Dear colleague,

Your (10,10) tube has 40 atoms in its translational cell, and a (10,9) tube of almost the same diameter has 1084. Both are built from two atoms, and their π bands come from $2\times2$ matrices. The tool is Bloch's theorem for screw operations, applied to these tubes by White, Robertson and Mintmire in 1993. Here is the derivation in full, followed by numbers for your tube.

## 1. Premises and conventions

(i) The tube is infinite, straight, isolated and free of defects, with fixed nuclei. (ii) The electrons obey a one-particle Hamiltonian $\hat H=-\hbar^2\nabla^2/2m_e+V$, where $V$ has the symmetry of the nuclear frame, and spin is only a factor of two. (iii) The frame is a graphene strip rolled without stretching. (iv) From section 5 on only: one radial π orbital per atom, orthonormal, with a single nearest-neighbour hopping $-\gamma_0$, $\gamma_0>0$, and on-site energy zero.

The sheet has lattice vectors $\mathbf a_1=a(\tfrac{\sqrt3}{2},-\tfrac12)$ and $\mathbf a_2=a(\tfrac{\sqrt3}{2},\tfrac12)$. Here $a$ is the lattice constant, $\sqrt3$ times the bond length. Then $\mathbf a_1\cdot\mathbf a_2=a^2/2$, and the planar cross product is $\mathbf a_1\times\mathbf a_2=\Omega=\sqrt3a^2/2$, the cell area. Atom A sits at the origin and atom B at $\boldsymbol\delta=(\mathbf a_1+\mathbf a_2)/3$. The $(n,m)$ tube identifies points that differ by

$$\mathbf C=n\mathbf a_1+m\mathbf a_2,\qquad |\mathbf C|=a\sqrt{n^2+nm+m^2}=2\pi R .$$

The axis $z$ is the direction of $\mathbf C$ turned by $+90^\circ$. A sheet point $\mathbf r$ goes to azimuth $\varphi=2\pi\,\mathbf r\cdot\mathbf C/|\mathbf C|^2$ and height $z=\mathbf C\times\mathbf r/|\mathbf C|$ on the cylinder of radius $R$.

## 2. The two generators

Both $\varphi$ and $z$ are linear in $\mathbf r$. A sheet translation by a lattice vector $\mathbf v$ therefore adds constants to $\varphi$ and $z$. On the tube this is a rigid screw motion of all space, which maps atoms onto atoms. All such screws share one axis, so they commute. Translation by $\mathbf C$ is a full turn, the identity.

Let $d=\gcd(n,m)$. The shortest lattice vector along $\mathbf C$ is $\mathbf C/d$. It adds $2\pi/d$ to $\varphi$ and nothing to $z$, so it is the rotation $C_d$, with $C_d^{\,d}=1$.

For $\mathbf v=q_1\mathbf a_1+q_2\mathbf a_2$ the rise is $\Omega(nq_2-mq_1)/|\mathbf C|$. The integer $nq_2-mq_1$ is a multiple of $d$, and Bézout's identity guarantees integers $p_1,p_2$ with

$$np_2-mp_1=d .$$

The vector $\mathbf H=p_1\mathbf a_1+p_2\mathbf a_2$ thus has the smallest positive rise. It defines the screw $S(h,\alpha)$ with

$$h\,|\mathbf C|=\mathbf C\times\mathbf H=d\,\frac{\sqrt3a^2}{2},\qquad \alpha=2\pi\frac{\mathbf H\cdot\mathbf C}{|\mathbf C|^2}=2\pi\,\frac{np_1+mp_2+\tfrac12(mp_1+np_2)}{n^2+nm+m^2}.$$

The first relation says that a band of the cylinder of height $h$ has the area of $d$ cells and so holds $2d$ atoms. The rise $h$ is unique. $\mathbf H$ is fixed up to multiples of $\mathbf C/d$, so $\alpha$ is fixed modulo $2\pi/d$.

These two operations generate everything, because the primitive vectors are integer combinations of $\mathbf H$ and $\mathbf C/d$:

$$\mathbf a_1=p_2\frac{\mathbf C}{d}-\frac md\mathbf H,\qquad \mathbf a_2=\frac nd\mathbf H-p_1\frac{\mathbf C}{d}.$$

To verify the first, collect terms: $\mathbf a_1$ carries $(np_2-mp_1)/d=1$ and $\mathbf a_2$ carries $(mp_2-mp_2)/d=0$. The second works the same way. Every lattice vector is therefore $s\mathbf H+t\,\mathbf C/d$ with unique integers $s,t$, and on the tube $t$ counts modulo $d$. Each atom is the image of A or B under exactly one element $g_{st}=S^sC_d^{\,t}$ of an abelian group $\mathbb Z\times\mathbb Z_d$.

For comparison, the shortest pure translation is $\mathbf T=[-(2m+n)\mathbf a_1+(2n+m)\mathbf a_2]/d_R$ with $d_R=\gcd(2m+n,2n+m)$. It satisfies $\mathbf C\cdot\mathbf T=0$ and $\mathbf C\times\mathbf T=2\Omega(n^2+nm+m^2)/d_R$, so its cell holds $4(n^2+nm+m^2)/d_R$ atoms. With $d_R=30$ for (10,10) and $d_R=1$ for (10,9) this gives the counts I began with.

## 3. The theorem

Let $g$ act on functions by $(\hat g\psi)(\mathbf r)=\psi(g\mathbf r)$. Since $g$ is a rigid motion, $\hat g$ is unitary and commutes with $\nabla^2$. Since $V(g\mathbf r)=V(\mathbf r)$, it commutes with $V$. Hence $[\hat g,\hat H]=0$.

To count states, impose $\psi(S^M\mathbf r)=\psi(\mathbf r)$ with $M$ large. This glues the ends of a length $Mh$ together with a twist $M\alpha$, which matches the potential at the seam for any $\alpha$. The group now has $Md$ elements. Define the phases and operators

$$\chi_{\kappa l}(s,t)=e^{i(\kappa s+2\pi lt/d)},\qquad \hat P_{\kappa l}=\frac1{Md}\sum_{s=0}^{M-1}\sum_{t=0}^{d-1}\chi^*_{\kappa l}(s,t)\,\hat g_{st},$$

with $\kappa=2\pi j/M$ in $(-\pi,\pi]$ and $l=0,\dots,d-1$. These values are forced by $S^M=1$ and $C_d^{\,d}=1$. Three facts follow.

1. Shifting the summation index, $s\to s-1$ or $t\to t-1$, gives $\hat S\hat P_{\kappa l}=e^{i\kappa}\hat P_{\kappa l}$ and $\hat C_d\hat P_{\kappa l}=e^{2\pi il/d}\hat P_{\kappa l}$.
2. The geometric sums give $\sum_{\kappa,l}\chi^*_{\kappa l}(s,t)=Md\,\delta_{s0}\delta_{t0}$, so $\sum_{\kappa l}\hat P_{\kappa l}=1$. Every function splits into such components, and components with different labels are orthogonal, being eigenfunctions of unitary operators with different eigenvalues.
3. $\hat H$ commutes with each $\hat P_{\kappa l}$, so it has no matrix elements between different labels.

The eigenstates can therefore be chosen so that

$$\psi_{\kappa l}(\rho,\varphi+\alpha,z+h)=e^{i\kappa}\psi_{\kappa l}(\rho,\varphi,z),\qquad \psi_{\kappa l}(\rho,\varphi+2\pi/d,z)=e^{2\pi il/d}\psi_{\kappa l}(\rho,\varphi,z).$$

This is the helical Bloch theorem. As $M\to\infty$, $\kappa$ fills $(-\pi,\pi]$ with density $M/2\pi$ per band.

## 4. Bloch form and labels

Write $\psi_{\kappa l}=e^{il\varphi}e^{ikz}\,U(\rho,\varphi,z)$ with

$$k=\frac{\kappa-l\alpha}{h}.$$

Under $S$ the prefactor gains $e^{il\alpha}e^{ikh}=e^{i\kappa}$, and under $C_d$ it gains $e^{2\pi il/d}$. It carries both eigenvalues, so $U$ is invariant under the whole group. Thus $l$ is an angular momentum about the axis defined modulo $d$, and $k$ is an axial wavevector running over an interval $2\pi/h$. The dimensionless $\kappa$ depends on the choice of $\mathbf H$: replacing $\mathbf H$ by $\mathbf H+\mathbf C/d$ relabels $\kappa\to\kappa+2\pi l/d$. For real $V$, complex conjugation gives $E(-\kappa,-l)=E(\kappa,l)$.

## 5. The 2×2 blocks

Let $|\sigma;s,t\rangle$, $\sigma=A,B$, be the π orbital carried from the motif by $g_{st}$, that is $\phi_\sigma(g_{st}^{-1}\mathbf r)$. It points radially outward on every atom, so all hoppings have the same sign. The sums

$$|\sigma;\kappa l\rangle=\frac1{\sqrt{Md}}\sum_{s,t}\chi_{\kappa l}(s,t)\,|\sigma;s,t\rangle$$

have the required eigenvalues, since $\hat S$ turns $|\sigma;s,t\rangle$ into $|\sigma;s-1,t\rangle$ and re-indexing releases $e^{i\kappa}$. There are two sums per label, so each block is $2\times2$. The $Md$ blocks account for all $2Md$ orbitals.

The neighbours of the A atom at the origin are at $\boldsymbol\delta$, $\boldsymbol\delta-\mathbf a_1$ and $\boldsymbol\delta-\mathbf a_2$, the B atoms of cells $0$, $-\mathbf a_1$, $-\mathbf a_2$. The decomposition in section 2 gives the phases belonging to $\mathbf a_1$ and $\mathbf a_2$:

$$\theta_1=\frac{2\pi lp_2-m\kappa}{d},\qquad \theta_2=\frac{n\kappa-2\pi lp_1}{d}.$$

In $\langle A;\kappa l|\hat H|B;\kappa l\rangle$ each of the $Md$ A sites contributes the same three terms, which cancels the normalisation:

$$H(\kappa,l)=-\gamma_0\begin{pmatrix}0&f\\ f^*&0\end{pmatrix},\qquad f=1+e^{-i\theta_1}+e^{-i\theta_2}.$$

The eigenvalues are $\pm\gamma_0|f|$:

$$E_\pm(\kappa,l)=\pm\gamma_0\sqrt{3+2\cos\theta_1+2\cos\theta_2+2\cos(\theta_1-\theta_2)} .$$

With one π electron per atom the lower bands are full and $E_F=0$.

## 6. When the gap closes

The gap vanishes where $f=0$. Three unit vectors in the complex plane sum to zero only at mutual angles of $120^\circ$. The imaginary part requires $\sin\theta_1=-\sin\theta_2$. Then either $\theta_2\equiv\pi+\theta_1$, which leaves $f=1$, or $\theta_2\equiv-\theta_1$ with $1+2\cos\theta_1=0$. So $(\theta_1,\theta_2)\equiv\pm(2\pi/3,-2\pi/3)$ modulo $2\pi$.

*Necessity.* The definitions give $n\theta_1+m\theta_2=2\pi l(np_2-mp_1)/d=2\pi l$. At a zero the left side equals $\pm2\pi(n-m)/3$ modulo $2\pi$, so $n-m$ must be a multiple of 3.

*Sufficiency.* If it is, take $l=\pm(n-m)/3$ and $\kappa=\pm2\pi(p_1-p_2)/3$. For the upper sign $\theta_1=2\pi[(n-m)p_2-m(p_1-p_2)]/3d=2\pi(np_2-mp_1)/3d=2\pi/3$, and likewise $\theta_2=-2\pi/3$. Reducing $l$ modulo $d$ and $\kappa$ modulo $2\pi$ changes the $\theta_i$ by multiples of $2\pi$, since $n/d$ and $m/d$ are integers, so both points are allowed labels.

Near a zero set $\theta_1=2\pi/3+x$, $\theta_2=-2\pi/3+y$, with $x=\mathbf q\cdot\mathbf a_1$, $y=\mathbf q\cdot\mathbf a_2$. To first order $f=-i(e^{-2\pi i/3}x+e^{2\pi i/3}y)$, so $|f|^2=x^2+y^2-xy=\tfrac34a^2q^2$. The cone is isotropic with

$$\hbar v_F=\frac{\sqrt3}{2}a\gamma_0 .$$

The constraint reads $\mathbf q\cdot\mathbf C=nx+my=2\pi[\text{integer}-(n-m)/3]$. When $n-m$ is not a multiple of 3 the smallest $|\mathbf q|$ is $2\pi/(3|\mathbf C|)=1/(3R)$, and the gap is $2\hbar v_F/(3R)=\gamma_0a/(\sqrt3R)$ to leading order in $a/R$.

## 7. Range of validity

Sections 3 and 4 need only the symmetry. They hold for any basis and any self-consistent potential that keeps $S$ and $C_d$, with blocks of size twice the number of orbitals per atom. They survive relaxation, stretch and uniform twist, where $h$ and $\alpha$ leave the rolled values and a pure translation may not exist at all. They fail for bending, ends, defects, a substrate or neighbouring tubes. With spin-orbit coupling a full turn gives $-1$ and $l$ becomes half-integer.

The rule of three is a property of equal hoppings. On a curved wall the three bonds are inequivalent. For a bond that subtends the angle $\beta$ at the axis, each radial orbital has a component $\sin(\beta/2)$ roughly along the bond, so the hopping changes by a fraction of order $\sin^2(\beta/2)\sim(a/R)^2$. This adds a complex constant to $f$ at the zero. Sliding along the allowed line cancels one real component of it, and the other opens a gap proportional to $1/R^2$. Tubes with $n-m$ a nonzero multiple of 3 are therefore in general small-gap semiconductors. Armchair tubes escape through a mirror, as shown below. In very narrow tubes σ–π mixing spoils premise (iv) altogether.

## 8. The (10,10) tube

The inputs are the typical $a\approx2.46$ Å and $\gamma_0\approx2.9$ eV. I chose the latter because it is typical of values adjusted to optical transitions of tubes of this size, so the energies below are the model's and are no independent test of it.

*Geometry.* Here $d=10$ and $p_2-p_1=1$; take $\mathbf H=\mathbf a_2$. Then $|\mathbf C|=10\sqrt3a=42.61$ Å, $R=6.78$ Å, $h=a/2=1.23$ Å and $h|\mathbf C|=10\,\Omega=52.41$ Å$^2$. The screw angle is $\alpha=2\pi\cdot15/300=18^\circ$, and $C_{10}$ turns by $36^\circ$. Atom B lies at the height of A, $12^\circ$ further round. Since $2\mathbf H-\mathbf C/10=\mathbf a_2-\mathbf a_1=\mathbf T$, the pure translation is $S^2C_{10}^{-1}$, of length $a$.

*Bands.* Now $\theta_1=\pi l/5-\kappa$ and $\theta_2=\kappa$. Put $\eta=\pi l/10$ and $u=\kappa-\eta=ka/2$, so that $\theta_{1}=\eta-u$, $\theta_2=\eta+u$. Using $\cos\theta_1+\cos\theta_2=2\cos\eta\cos u$ and $\cos2u=2\cos^2u-1$,

$$E_\pm=\pm\gamma_0\sqrt{1+4\cos\eta\cos u+4\cos^2u}=\pm\gamma_0\sqrt{(2\cos u+\cos\eta)^2+\sin^2\eta}.$$

Ten blocks with $u$ spanning $2\pi$ replace the $40\times40$ matrix. The translational zone $|k|\le\pi/a$ spans only $\pi$ in $u$, so folding doubles the 20 helical bands to 40.

*The crossing.* For $l=0$, $f=1+2\cos\kappa$ is real and vanishes at $\kappa=\pm120^\circ$, or $k=\kappa/h=\pm4\pi/3a$, which folds by $2\pi/a$ to $\mp2\pi/3a$ in the translational zone. The eigenvectors are $(1,\pm1)/\sqrt2$ for all $\kappa$. The plane through the axis and the midpoint of the circumferential A–B bond is a mirror of the tube. It swaps A and B, keeps $k$ and sends $l\to-l$, so at $l=0$ the two states are even and odd under it and cannot mix. With hopping $\gamma_c$ on that bond and $\gamma'$ on the two oblique bonds, which are equivalent by symmetry, the off-diagonal element is $-(\gamma_c+2\gamma'\cos\kappa)$. The zero moves to $\cos\kappa=-\gamma_c/2\gamma'$ and persists.

*Subband edges.* The second form has its minimum at $\cos u=-\tfrac12\cos\eta$, where $E_+=\gamma_0|\sin(\pi l/10)|$. The other stationary points, $\sin u=0$, are maxima at $\gamma_0\sqrt{5\pm4\cos\eta}\ge\gamma_0$.

| $l$ | $\lvert u\rvert$ at minimum (deg) | $E_+/\gamma_0$ | $E_+$ (eV) |
|---|---|---|---|
| 0 | 120.0 | 0 | 0 |
| 1 | 118.4 | 0.3090 | 0.90 |
| 2 | 113.9 | 0.5878 | 1.7 |
| 3 | 107.1 | 0.8090 | 2.3 |
| 4 | 98.9 | 0.9511 | 2.8 |
| 5 | 90.0 | 1.0000 | 2.9 |

The label $10-l$ repeats the energies of $l$ at $-\kappa$. For $l=1$ the minima are at $\kappa=136.4^\circ$ and $-100.4^\circ$. For $l\ne0$ each minimum is parabolic and gives an inverse-square-root van Hove peak. The cone estimate of the first edge, $\hbar v_F/R=\pi\gamma_0/10=0.3142\,\gamma_0$, lies 1.7 per cent above the full value.

*Plateau.* At $E_F$ the slope is $|dE/d\kappa|=2\gamma_0\sin120^\circ=\sqrt3\gamma_0$, which gives $\hbar v_F=\sqrt3\gamma_0h=6.2$ eV Å and $v_F=9.4\times10^5$ m/s. Four branches cross a given small energy. With spin, per atom,

$$g(E_F)=\frac{2\cdot4\cdot M/2\pi}{\sqrt3\gamma_0\cdot2Md}=\frac{2}{\sqrt3\pi d\gamma_0}=\frac{0.0368}{\gamma_0},$$

which is 0.013 states per eV per atom, or 2.1 states per eV per nm.

*Size of what was dropped.* Curvature has $\sin^2(6^\circ)=0.011$, an energy scale of about 0.03 eV, and this is why the energies carry two figures. A neighbour overlap $s_0$ adds the matrix $s_0f$ off the diagonal of the metric and gives $E=-\gamma_0w/(1+s_0w)$ and $+\gamma_0w/(1-s_0w)$ with $w=|f|$. For a typical $s_0\approx0.1$ the first edges shift by $s_0w\approx3$ per cent, both upward in energy, while their separation $2\gamma_0w/(1-s_0^2w^2)$ changes by 0.1 per cent. The higher rows of the table are correspondingly less reliable.

Close to $E_F$ the flat plateau can miss entirely, and always on the high side. Typically, Coulomb interaction in one dimension drives the tunnelling density of states to zero as a power law of energy, and contact with other tubes in a rope breaks the mirror and opens a dip of order 0.1 eV. Away from that region the model's result for an isolated (10,10) tube is a metallic plateau of about 0.013 states per eV per atom, bounded by van Hove peaks at $\pm0.90$ eV, 1.8 eV apart, from the $l=1$ and $l=9$ blocks.